# Echo decay and homogeneous linewidth of localised excitons in CdSSe: a factor of two gone missing

## 1. The problem

In a CdS$_{1-x}$Se$_x$ mixed crystal the composition fluctuates from place to place, and at liquid-helium temperature the lowest excitons are trapped in the resulting potential wells. At low density each trapped exciton is far from the next, so the tail of localised states can be modelled as independent two-level systems with a spread of transition energies.

Two pulses hit the crystal, pulse 1 with wavevector $\mathbf k_1$ at $t=0$ and pulse 2 with $\mathbf k_2$ at $t=\tau$. A slow detector integrates the light emitted along $2\mathbf k_2-\mathbf k_1$. The inputs below are assumed, not measured.

| Input | Symbol | Value |
|---|---|---|
| decay constant of the time-integrated signal | $\tau_d$ | 100 ps |
| population lifetime of the excited state | $T_1$ | 300 ps |
| FWHM of the Gaussian slice of the tail that responds | $W$ | 1.0 meV |

The decay constant is chosen so that the dephasing time comes out at a few hundred picoseconds, which is typical of these localised excitons at low temperature and density. $T_1$ counts recombination and transfer to deeper wells together. Typical values run from hundreds of picoseconds to nanoseconds, depending on the energy in the tail, and ours lies at the short end. We use $\hbar=658.2\ \mu$eV ps.

We want the homogeneous linewidth $\Gamma$, defined throughout as a full width at half maximum (FWHM) in energy, and the part of it due to pure dephasing. Sections 2 and 3 are sound groundwork. The attempt in section 4 is wrong.

## 2. One two-level system, two pulses

Let $p=\rho_{eg}$ be the coherence, $n=\rho_{ee}$ the excited population and $\omega_0$ the transition frequency. Write the dipole coupling as $dE(t)/\hbar=\Omega+\Omega^*$, with $\Omega$ the part that oscillates as $e^{-i\omega t}$. In the rotating-wave approximation the optical Bloch equations are

$$\dot p=-(i\omega_0+\gamma)\,p+i\Omega\,(1-2n),\qquad \dot n=-2\,\mathrm{Im}(\Omega p^*)-\frac{n}{T_1},\qquad \gamma\equiv\frac1{T_2}. \tag{1}$$

Note the convention: $T_2$ is the decay time of the amplitude $p$, and $T_1$ that of the population $n$.

Take very short pulses, $\Omega=a_1e^{i\phi_1}\delta(t)+a_2e^{i\phi_2}\delta(t-\tau)$ with $\phi_j=\mathbf k_j\cdot\mathbf r$ and pulse areas $2a_j$. During a pulse the damping has no time to act, and the pulse is the unitary $U=e^{iaX}=\cos a+iX\sin a$, where $X=e^{i\phi}|e\rangle\langle g|+e^{-i\phi}|g\rangle\langle e|$ and $X^2=1$. From $\rho_+=U\rho_-U^\dagger$,

$$p_+=\cos^2\!a\;p_-+\sin^2\!a\;e^{2i\phi}\,p_-^*+\tfrac{i}{2}\sin 2a\;e^{i\phi}\,(1-2n_-). \tag{2}$$

**Predict.** Which term of (2) can radiate along $2\mathbf k_2-\mathbf k_1$, and what does it need to find when the pulse arrives?

**Answer.** The middle one. Pulse 1 acts on the ground state and leaves $p=\tfrac i2\sin 2a_1\,e^{i\phi_1}\approx ia_1e^{i\phi_1}$ and a spatially uniform $n=\sin^2a_1$. The coherence evolves as $e^{-(i\omega_0+\gamma)t}$ until $t=\tau$. Pulse 2 conjugates it and attaches $e^{2i\phi_2}$. To lowest order in the fields, for $t>\tau>0$,

$$p^{(3)}(t)=-i\,a_1a_2^2\,e^{i(2\phi_2-\phi_1)}\,e^{(i\omega_0-\gamma)\tau}\,e^{-(i\omega_0+\gamma)(t-\tau)}=-i\,a_1a_2^2\,e^{i(2\phi_2-\phi_1)}\,e^{-\gamma t}\,e^{-i\omega_0(t-2\tau)}. \tag{3}$$

The damping runs through both intervals and adds up to $e^{-\gamma t}$. The phase runs with opposite signs in the two intervals and vanishes at $t=2\tau$ for every $\omega_0$.

**Predict.** Let pulse 2 arrive first ($\tau<0$). Which directions carry polarisation afterwards?

**Answer.** Exchange the labels. The three terms of (2) then carry $e^{i\phi_2}$, $e^{i(2\phi_1-\phi_2)}$ and $e^{i\phi_1}$. None has $2\phi_2-\phi_1$, so the signal vanishes for $\tau<0$ at any pulse area. A signal at negative delay, beyond the pulse overlap, would show that the systems are not independent two-level systems.

## 3. Free polarisation decay or echo

The emitted intensity is proportional to $|P(t)|^2$, where $P$ is the sum of (3) over the ensemble. Constant prefactors are dropped.

**Homogeneous ensemble.** All $\omega_0$ are equal, so $|P|^2=e^{-2\gamma t}$ from $t=\tau$ on. The light starts with pulse 2 and then fades: this is free polarisation decay. The detector records

$$I_{\rm hom}(\tau)=\int_\tau^\infty e^{-2\gamma t}\,dt=\frac{T_2}{2}\,e^{-2\tau/T_2}. \tag{4}$$

**Gaussian ensemble.** Let $\omega_0$ have standard deviation $\sigma$, so that $W=2\sqrt{2\ln2}\,\hbar\sigma$. Averaging the phase factor in (3) gives $e^{-\sigma^2(t-2\tau)^2/2}$ times a carrier oscillation, hence

$$|P(t)|^2=e^{-2\gamma t}\,e^{-\sigma^2(t-2\tau)^2},\qquad t>\tau. \tag{5}$$

**Predict.** For $\sigma\gg\gamma$ and $\sigma\tau\gg1$, find the decay constant of the time-integrated signal without doing the integral.

**Answer.** The Gaussian is a narrow gate at $t=2\tau$. It samples $e^{-2\gamma t}$ there and returns $e^{-4\gamma\tau}$. Completing the square confirms this. With $u=t-2\tau$ the exponent is $-4\gamma\tau+\gamma^2/\sigma^2-\sigma^2(u+\gamma/\sigma^2)^2$, and integration from $u=-\tau$ gives

$$I(\tau)=\frac{\sqrt\pi}{2\sigma}\,e^{\gamma^2/\sigma^2}\,e^{-4\tau/T_2}\,\mathrm{erfc}\!\left(\frac{\gamma}{\sigma}-\sigma\tau\right). \tag{6}$$

For $\sigma\to0$ this returns to (4). For $\sigma\tau-\gamma/\sigma\gg1$ the erfc tends to 2 and the signal is a photon echo with decay constant $T_2/4$. The echo intensity has FWHM $2\sqrt{\ln 2}/\sigma$ and peaks at $2\tau-\gamma/\sigma^2$.

With $W=1.0$ meV, $\sigma=0.645$ ps$^{-1}$ and $1/\sigma=1.55$ ps. A signal that lasts for delays of order 100 ps has $\sigma\tau\gg1$ over nearly the whole range, so it is an echo, 2.6 ps long.

A word on $W$. The tail is typically of order 10 meV wide, and a picosecond pulse does not cover it. For weak pulses that do not overlap and are short against $T_2$, each $a_j$ in (3) is replaced by the spectral amplitude of pulse $j$ at $\omega_0$. Pulse 2 acts twice, and the time-ordered double integral over a symmetric product is half the square of the single integral, as for the $\delta$-pulse. The ensemble is therefore weighted by the density of states times three field spectra. For equal transform-limited Gaussian pulses this weight is Gaussian, and an exponential slope in the density of states only shifts its centre. A weight of FWHM $W$ corresponds to an intensity spectrum of FWHM $\sqrt{3/2}\,W=1.22$ meV, that is, to pulses of duration $4\ln2\,\hbar/(1.22\text{ meV})=1.5$ ps.

## 4. The attempt (wrong)

**The calculation in this section contains a faulty line, and its results must not be used.** Try to spot the line as you read.

- **A1.** The signal is an echo, so $\tau_d=T_2/4$.
- **A2.** $T_2=4\times100\text{ ps}=400$ ps.
- **A3.** A state with lifetime $T_1$ has the natural linewidth $\Gamma_1=\hbar/T_1=2.19\ \mu$eV (FWHM).
- **A4.** In the same way, width equals $\hbar$ over time: $\Gamma=\hbar/T_2=1.65\ \mu$eV (FWHM).
- **A5.** Lorentzian widths add, so the pure-dephasing part is $\Gamma^*=\Gamma-\Gamma_1$.

Wrong answer: homogeneous FWHM $1.65\ \mu$eV.

**Predict.** Carry out A5. What do you find, and can it be?

## 5. The symptom

$$\Gamma^*_{\rm wrong}=\hbar\left(\frac1{400\text{ ps}}-\frac1{300\text{ ps}}\right)=-\frac{\hbar}{1200\text{ ps}}=-0.55\ \mu\text{eV}.$$

The total width is smaller than the lifetime width that it is supposed to contain. Pure dephasing would have to narrow the line.

Perhaps the inputs contradict each other? That can be tested in the time domain, where no width appears. A density matrix obeys $|\rho_{eg}|^2\le\rho_{ee}\rho_{gg}\le\rho_{ee}$. After one pulse, (1) gives $|p|^2=|p_0|^2e^{-2t/T_2}$ and $n=n_0e^{-t/T_1}$. The inequality can hold at all later times only if $2/T_2\ge1/T_1$. This also covers decay into deeper wells, since $\rho_{gg}\le1$ in any case. The non-negative remainder defines the pure-dephasing time $T_2^*$:

$$\frac1{T_2}=\frac1{2T_1}+\frac1{T_2^*},\qquad T_2\le2T_1. \tag{7}$$

**Predict.** Does $T_2=400$ ps violate the bound?

**Answer.** It does not: $2T_1=600$ ps. The inputs and lines A1 and A2 are consistent as times and turn impossible only after conversion to energies. The fault lies in A3, A4 or A5.

## 6. A tempting false repair

**Predict.** A reader suspects A1 instead, takes the signal for free polarisation decay and keeps the rest. What comes out?

**Answer.** Equation (4) gives $T_2=2\tau_d=200$ ps, and A4 turns this into $\hbar/T_2=3.29\ \mu$eV. The negative sign is gone. As section 8 shows, this even is the right linewidth, because two factors of two have cancelled. The dephasing time is nevertheless too short by half, and (7) would give $1/T_2^*=1/(200\text{ ps})-1/(600\text{ ps})$, or $T_2^*=300$ ps.

The repair contradicts the third input. Without rephasing, an ensemble with $1/\sigma=1.55$ ps loses its macroscopic polarisation within picoseconds. Time-resolved detection separates the two cases directly. At $\tau=50$ ps, (5) predicts darkness after pulse 2 and a 2.6 ps flash at $t=100$ ps, while free polarisation decay would start at 50 ps and fade smoothly. Line A1 stands.

The trap also works in the other direction. Suppose the true FWHM is known from a frequency-domain method and is converted with A4. The resulting time $T_2'$ is $T_2/2$, the echo decay constant $T_2/4$ equals $T_2'/2$, and an echo is diagnosed as free polarisation decay.

## 7. The faulty line

Derive the line shape instead of guessing it. Drive one system weakly with $\Omega=\Omega_0e^{-i\omega t}$, set $n\approx0$ in the first equation of (1), and let $\Delta=\omega-\omega_0$. The steady state is $p=i\Omega/(\gamma-i\Delta)$, and the rate of excitation is

$$-2\,\mathrm{Im}(\Omega p^*)=2|\Omega_0|^2\,\frac{\gamma}{\gamma^2+\Delta^2}. \tag{8}$$

**Predict.** Line A4 places the half-maximum points at $\Delta=\pm\gamma/2$, since it calls $\hbar\gamma$ the full width. What fraction of the peak value does (8) have there?

**Answer.** $1/(1+1/4)=0.8$. The line has dropped by only a fifth. It reaches one half at $\Delta=\pm\gamma$, so

$$\text{half width}=\frac{\hbar}{T_2},\qquad \Gamma=\text{FWHM}=\frac{2\hbar}{T_2}. \tag{9}$$

A4 is the faulty line: it computes the half width and labels it the full width.

**Predict.** A3 has the same form as A4. Why is it right?

**Answer.** Multiply (7) by $2\hbar$:

$$\Gamma=\frac{2\hbar}{T_2}=\frac{\hbar}{T_1}+\frac{2\hbar}{T_2^*}. \tag{10}$$

A population decaying as $e^{-t/T_1}$ belongs to an amplitude decaying as $e^{-t/2T_1}$. That factor $\tfrac12$ cancels the 2 of the full width. The rule "FWHM equals $\hbar$ over time" holds for the decay time of a squared amplitude, such as $T_1$, or $T_2/2$ for $|p|^2$. It fails for $T_2$, which belongs to the amplitude itself. Equation (10) also confirms A5, provided that all three terms are full widths. The attempt subtracted a full width from a half width.

## 8. The mended calculation

- **M1.** Echo regime: $T_2=4\tau_d=400$ ps, $\gamma=0.0025$ ps$^{-1}$.
- **M2.** $\Gamma=2\hbar/T_2=\hbar/(2\tau_d)=3.29\ \mu$eV. In frequency, $\Gamma/h=1/(\pi T_2)=0.80$ GHz.
- **M3.** $\Gamma_1=\hbar/T_1=2.19\ \mu$eV.
- **M4.** $\Gamma^*=\Gamma-\Gamma_1=1.10\ \mu$eV.
- **M5.** From (7), $1/T_2^*=1/(400\text{ ps})-1/(600\text{ ps})$, so $T_2^*=1200$ ps. Then $2\hbar/T_2^*=1.10\ \mu$eV, the same number as in M4.

In this model two thirds of the homogeneous width comes from the lifetime and one third from pure dephasing.

The rule for going straight from a decay constant to a width is worth keeping in both regimes: $\Gamma=\hbar/\tau_d$ for free polarisation decay and $\Gamma=\hbar/(2\tau_d)$ for an echo.

**How good is M1?** The ratio $\gamma/\sigma$ is 0.0039. The echo peak moves forward by $\gamma/\sigma^2=6.0$ fs, negligible against its 2.6 ps length. The factor $e^{\gamma^2/\sigma^2}$ in (6) does not depend on $\tau$, and $\tfrac12\mathrm{erfc}(\gamma/\sigma-\sigma\tau)$ differs from 1 by less than $10^{-5}$ for $\tau\ge5$ ps. For delays of a few picoseconds the pulses overlap and (6) does not apply, so that range is left out of a fit. The ratio of pulse duration to $T_2$ is 0.4 %. None of this approaches a factor of two.

The difference $\Gamma^*$ is more fragile than $\Gamma$. To first order a 10 % change of $T_1$ moves $\Gamma_1$ by $0.22\ \mu$eV, which is 20 % of $\Gamma^*$. A real crystal adds effects that the model omits, among them a $T_2$ that varies across the excited slice, spectral diffusion, and dephasing that grows with excitation density. They appear as a non-exponential or intensity-dependent decay, and a single exponential $\tau_d$ has been assumed here.

## 9. Size of the error

| Quantity | Wrong (A4) | Mended |
|---|---|---|
| $T_2$ | 400 ps | 400 ps |
| FWHM $\Gamma$ | $1.65\ \mu$eV | $3.29\ \mu$eV |
| $\Gamma/h$ | 0.40 GHz | 0.80 GHz |
| pure-dephasing width $\Gamma^*$ | $-0.55\ \mu$eV | $1.10\ \mu$eV |
| $W/\Gamma$ | 608 | 304 |

The linewidth is too small by exactly one half, whatever the inputs. The absolute error is $\hbar/T_2=1.65\ \mu$eV, and it passes unchanged into $\Gamma^*$, where it exceeds the quantity itself and flips the sign. The verdict "strongly inhomogeneous" survives, since $W/\Gamma$ is in the hundreds either way.

**Predict.** Keep $\tau_d$ and take $T_1=1000$ ps instead. Does the symptom still appear?

**Answer.** No. Now $\Gamma_1=0.66\ \mu$eV, and the slip gives $\Gamma^*=0.99\ \mu$eV, positive and plausible. The right value is $2.63\ \mu$eV, with $T_2^*=500$ ps, larger by a factor of 2.7. The negative sign appears only for $T_2>T_1$, that is, within a factor of two of the lifetime limit $2T_1$. Outside that window the slip is silent, and two tests remain. One is to evaluate the Lorentzian at the claimed half-maximum points. The other is to compute $T_2^*$ from (7) and compare $2\hbar/T_2^*$ with the width obtained by subtraction.

**Predict.** Someone is handed the right $\Gamma=3.29\ \mu$eV and plans a delay scan with the faulty relation. How far off is the expected echo at $\tau=200$ ps?

**Answer.** The slip gives $T_2=200$ ps and an echo decay constant of 50 ps. Relative to the value extrapolated to zero delay, the expected signal is $e^{-4}=0.018$, whereas the model gives $e^{-2}=0.135$. The prediction is low by $e^2=7.4$, and the gap grows exponentially with delay.

## 10. The same slip when reading a quoted width

Both $\hbar/T_2$ and $2\hbar/T_2$ are called the homogeneous linewidth in the literature, so a quoted width means little until its convention is known. Take the exciton of monolayer WSe$_2$, a two-dimensional channel material, and as input a half width $\hbar/T_2=1.6$ meV, chosen to be of typical low-temperature size. Treat it in the same independent two-level model with strong inhomogeneous broadening.

**Predict.** Give $T_2$, the FWHM and the echo decay constant, and then the values that follow if the 1.6 meV is misread as a full width.

**Answer.** The model gives $T_2=0.41$ ps, FWHM 3.2 meV and $\tau_d=0.10$ ps. Misread as a full width, the same number yields $T_2=0.82$ ps and $\tau_d=0.21$ ps, both too long by a factor of two. At such short times the pulses must be far shorter than 0.1 ps for the $\delta$-pulse result to hold, and mobile excitons interact, so these figures belong to the two-level model, while the conversion (9) holds for any exponentially damped coherence.